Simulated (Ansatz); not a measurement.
**Ta₂N (P-3m1), a film clamped to a substrate**

All numbers below come from DFT PBEsol, scalar-relativistic, plane waves, PAW (Ansatz). Cutoff 420 eV, Γ-centred 18×18×10 k-points, Gaussian smearing of 0.15 eV. Spin–orbit coupling is left out, which can shift energies with elements as heavy as these. No spin polarisation. Energies are free energies at this smearing, counted from the undisturbed cell; pressure is positive in compression.

Reference structure (relaxed at this level; it needn't be the usual structure):

```
CELL_PARAMETERS angstrom
3.07862 0.00000 0.00000
-1.53931 2.66616 0.00000
0.00000 0.00000 4.82326
ATOMIC_POSITIONS crystal
Ta 0.66667 0.33333 0.74626
Ta 0.33333 0.66667 0.25374
N 0.00000 0.00000 0.00000
```

The cell (3 atoms, V0 = 39.59 Å³) is strained by p along both x and y and by q along z, fractional coordinates fixed. τp = (1/V0) ∂E/∂p = (σxx + σyy)(1 + p)(1 + q) and τq = (1/V0) ∂E/∂q = σzz(1 + p)², with tension positive.

| p | q | ΔE (meV/atom) | τp (GPa) | τq (GPa) |
| --- | --- | --- | --- | --- |
| 0.000 | 0.000 | 0.00 | 0.04 | -0.06 |
| -0.025 | 0.000 | 36.98 | -37.17 | -12.58 |
| 0.025 | 0.000 | 32.57 | 30.60 | 10.50 |
| 0.000 | -0.025 | 12.49 | -11.88 | -12.43 |
| 0.000 | 0.025 | 10.84 | 11.15 | 10.30 |

Question: Get the second derivatives of the energy density.

Answer: Central differences give A = ∂τp/∂p = 1355 GPa (C11 + C22 + 2 C12), C = ∂τq/∂q = 455 GPa (C33) and the cross term B = ∂τq/∂p = 462 GPa (C13 + C23); ∂τp/∂q = 461 GPa must equal B, and any difference shows higher-order terms. The ions are clamped.

Question: A film of this crystal grows with z along the normal on a substrate that imposes p. How does its thickness respond, and what does the misfit cost?

Answer: Count p and q from the stress-free cell. A free surface needs τq = 0, so q = −(B/C) p = -1.02 p. The energy density left is (A − B²/C) p²/2 = M p², with the biaxial modulus M = 443 GPa; a misfit of 1 % costs 3.65 meV/atom, against 5.58 meV/atom if the thickness were held.

Forces appear on the atoms along this scan, and letting them relax would lower the energy and soften the response. In a metal these slopes depend on the k mesh and the smearing.

Cost: 25 runs of about 2.6 core-minutes in all, on Intel Xeon 6975P-C (Granite Rapids) (shared hosts).

Letting the thickness adjust lowers the cost of a 1 % misfit from 5.58 to 3.65 meV/atom, so most of the elastic penalty remains. The normal strain nearly equals the in-plane strain in size, but two in-plane axes are stretched against one that contracts. The film therefore gains volume under tensile misfit and loses it under compression. This resistance to shape change at constant volume fits a network of metallic Ta–Ta and directional Ta d–N p bonds; the Ta–N bonds run obliquely to the layers and probably help couple the two strains. The larger value of A compared with C is no measure of anisotropy, since p strains two axes at once.

For both strains, compression costs more than equal extension, as expected when short-range repulsion steepens. The harmonic modulus should thus understate the cost of a large compressive misfit and overstate that of a tensile one. Whether a film stays coherent also depends on interface and dislocation energies, which elasticity alone doesn't supply.
